**Q:** I have a calculated strain scan of Hf₃Ge in which both in-plane axes are stretched or squeezed together. I expected the energy to be the same for equal strains of either sign, and it isn't. Is the difference real, or is it noise?

Ansatz 0.2.0 plane-wave PAW calculations (PBEsol, scalar-relativistic, no spin polarisation) for tetragonal Hf₃Ge (I4/mmm), with both in-plane axes strained equally and c and the fractional coordinates fixed. Cutoff 420 eV, 16×16×16 k mesh, Gaussian smearing of 0.15 eV. Free energies are relative to the unstrained cell; pressure is positive in compression.

```
strain  energy change (meV/atom)  tensile stress along pattern (GPa)  pressure (GPa)
 -0.02                      15.4                              -13.20            5.43
 -0.01                       3.8                               -6.33            2.60
     0                       0.0                               -0.05            0.01
 0.005                       0.9                                2.89           -1.20
 0.015                       7.9                                8.37           -3.45
  0.02                      13.8                               10.93           -4.51
```

**A:** Compare the two end rows, which have strains of equal size and opposite sign. Squeezing by 2 % costs 15.4 meV/atom and stretching by 2 % costs 13.8. The stress column was calculated alongside the energies and can tell us whether to believe that gap. First we need to be clear about what it measures.

**Q:** I read it as the stress along one in-plane axis. Is that wrong?

**A:** It is the sum over the two in-plane axes. They are equivalent in this tetragonal crystal, so each carries half. At a strain of −0.02 the printed −13.20 GPa therefore means 6.60 GPa of compression on each axis. Someone who takes the full value for one axis will get a stiffness twice too large.

**Q:** And the pressure is smaller than either of those. Where does the rest go?

**A:** The pressure is the mean over three axes, and the third one is loaded less. The c axis keeps its length throughout the scan, yet it carries a stress of its own. From the pressure and the in-plane sum, that stress is about 3.1 GPa of compression at −0.02, a little under half of what each in-plane axis bears. So this isn't hydrostatic loading, although the column is called pressure.

**Q:** Why should the c axis push back at all if its length hasn't changed?

**A:** Look at the neighbours of an atom. Some lie in its own layer, and their distance follows the strain fully, from 2.92 Å down to 2.86 Å at −0.02. Others lie in the layers above and below, along slanted lines. Only the horizontal leg of such a line is shortened, so its length drops by just 0.9 % when the plane shrinks by 2 %.

A slanted contact that has been shortened pushes along its own direction, which has a component along c. The layers are thus driven apart, and the fixed cell holds them together. When the plane is stretched, the same contacts pull the layers towards each other, and the c-axis stress changes sign, as the numbers show. The contact picture is an argument from geometry. In a metal the shared electrons also respond to the change of volume, and the scan doesn't separate the two contributions.

**Q:** Then back to my asymmetry. What do the stresses say about it?

**A:** If the crystal were a perfect spring, stress would be proportional to strain and the energy would be a symmetric parabola. The energy is close to one: doubling the compression from 1 % to 2 % raises it about fourfold. But the stress doesn't follow a straight line. Its slope falls from each interval to the next, and in the last interval it is only 75 % of what it was in the first. The crystal stiffens as it is squeezed and softens as it is stretched, and this makes compression the more expensive direction.

**Q:** Can you show that the bend in the stress accounts for the actual energy gap?

**A:** Yes, by adding up the work. Let $e$ be the strain, $S$ the printed summed stress and $V_0$ the unstrained volume per atom, 19.51 Å³. When the plane is stretched by a further $de$, the stress acts on side faces whose area has grown by the factor $1+e$. The c axis doesn't change length, so its stress does no work. That leaves

$$dE = V_0\,S\,(1+e)\,de .$$

The energy at +0.02 less that at −0.02 is the integral of this expression between the two. Simpson's rule needs only the end rows and the middle one. The products $S(1+e)$ are −13.20 × 0.98 = −12.94 GPa, −0.05 GPa and 10.93 × 1.02 = 11.15 GPa, so

$$\Delta E \approx V_0\,\frac{0.02}{3}\,\bigl(-12.94 - 4\times 0.05 + 11.15\bigr)\ \text{GPa} .$$

The bracket comes to −1.99 GPa. One GPa acting through 19.51 Å³ is 121.8 meV, so the result is −1.6 meV/atom. The energy column gives 13.8 − 15.4 = −1.6 meV/atom.

**Q:** That is close. Was anything adjusted to make it so?

**A:** No constant was fitted. The estimate uses stresses from three rows and the volume, and the energies enter only in the comparison. Its success means that energies and stresses describe the same smooth curve, so the gap isn't numerical noise. It doesn't tell us why the curve bends. Nor does it test the density functional, the k mesh or the smearing, because both columns share them.

One small part of the gap has a duller origin. The starting cell still carries a slight compressive stress, the −0.05 GPa in the row at zero strain. This tilts the energy curve a little in favour of stretching and supplies about 0.2 of the 1.6 meV/atom. The rest comes from the bend.

**Q:** So why does it bend?

**A:** Part of it is bookkeeping. Stress is force divided by the actual area, and the side faces shrink under compression and grow under tension. In size, the summed stress at −0.02 exceeds that at +0.02 by 2.27 GPa. Referred to the unstrained faces, the excess is 1.79 GPa. About a fifth of the asymmetry in the stress column is therefore geometry. The residual stress adds a very small share, and the remainder belongs to the material.

For that remainder I have to argue from general physics. Atoms in a metal sit where two tendencies balance. Bonding, in which the hafnium d electrons are expected to play a large part here, pulls them together and changes rather gently with distance. The repulsion between overlapping electron shells, which comes from the Pauli principle and the kinetic energy it costs, rises much more steeply. Shorter contacts therefore sit on a stiffer part of the energy curve and longer ones on a softer part.

**Q:** Could the atoms be shifting inside the cell instead, and so relieving the tension?

**A:** Not in this scan. The atoms are carried along with the cell, and this strain keeps the space group by construction. In this structure the symmetry fixes every atomic site, so the forces vanish at any such strain and no shift within the symmetry is possible. What changes is the set of distances, and it changes smoothly. Whether a shift that breaks the symmetry would lower the energy is not tested here.

**Q:** There is one jump that bothers me. Between 0.005 and 0.015 the energy climbs by 7.0 meV/atom, yet the next step adds only 5.9. Does something happen there?

**A:** The first of those steps is twice as wide. The energy gained in a step is roughly proportional to the mean stress times the width of the step. From 0.015 to 0.02 the mean stress is higher, but it acts over half the distance. The slope of the stress, which allows for the spacing, passes through this region without a kink.

**Q:** What elastic constant may I take from the scan?

**A:** For small strains the energy per volume is $(C_{11}+C_{12})\,e^2$, and the summed stress is $2(C_{11}+C_{12})\,e$. Using +0.02 and −0.02 together cancels the leading effect of the bend. The stresses then give $C_{11}+C_{12}$ = 302 GPa and the energies give 300 GPa. The c-axis stress yields $C_{13}$ ≈ 71 GPa in the same way.

These are PBEsol values for a crystal at zero temperature, obtained with atomic datasets made for a different functional, PBE. The scan doesn't show how much that mismatch matters. Nor can it split the sum into $C_{11}$ and $C_{12}$, because the two in-plane axes always move together.

**Q:** My sample would be a film clamped to a substrate, with c pointing out of the plane. Does 302 GPa apply?

**A:** It would overstate the stiffness, even if your film has exactly this structure, which the scan doesn't show to be the stable one. The substrate fixes the in-plane lattice, but the free surface lets c adjust until its stress disappears. A squeezed film grows thicker and a stretched one thinner, and either change lowers the energy. The calculation forbids this relief, so its in-plane stress is an upper estimate for such a film at the same small strain.

**Q:** And could I read off how much tension the crystal withstands?

**A:** No. The stress is still rising at +0.02, and an ideal strength would require its maximum. The falling slope says that the crystal is softening, but continuing it far beyond 2 % would be guesswork. What carries over to smaller strains is the scaling: halve the strain and the elastic energy falls about fourfold, while the part of the gap due to the bend falls about eightfold. So the gentler the strain, the better a symmetric parabola becomes, provided that it is centred on the strain where the stress vanishes, which the small residual stress puts just beside zero. The printed analysis below lists the stresses, slopes and distances row by row.

Output of the analysis:

```
Stress on each axis and slope from the row before:
    row  one in-plane axis GPa  c axis GPa  slope of summed stress GPa  energy step meV/atom
  -0.02                   -6.6       -3.09                         n/a                   n/a
  -0.01                 -3.165       -1.47                         687                 -11.6
    0.0                 -0.025        0.02                         628                  -3.8
  0.005                  1.445        0.71                         588                   0.9
  0.015                  4.185        1.98                         548                     7
   0.02                  5.465         2.6                         512                   5.9
Neighbour distances from the geometry:
    row  in plane A  between layers A  change between layers percent
  -0.02       2.862             3.055                        -0.8927
  -0.01       2.891             3.068                        -0.4476
    0.0        2.92             3.082                              0
  0.005       2.935             3.089                         0.2247
  0.015       2.964             3.103                          0.676
   0.02       2.979              3.11                         0.9026
Energy at -0.02 over energy at -0.01 (ratio): 4.053
Energy at +0.02 less energy at -0.02 (meV/atom): -1.6
Same difference from the work of the stress (meV/atom): -1.613
Part of that work due to the residual stress at zero strain (meV/atom): -0.2435
Excess of summed stress in size at -0.02 over +0.02 (GPa): 2.27
Same excess with stress referred to the unstrained area (GPa): 1.787
Last slope of the summed stress over the first (ratio): 0.7453
C11+C12 from the stresses at -0.02 and +0.02 (GPa): 301.6
C11+C12 from the mean energy at -0.02 and +0.02 (GPa): 299.7
C13 from the c-axis stresses at -0.02 and +0.02 (GPa): 71.12
```
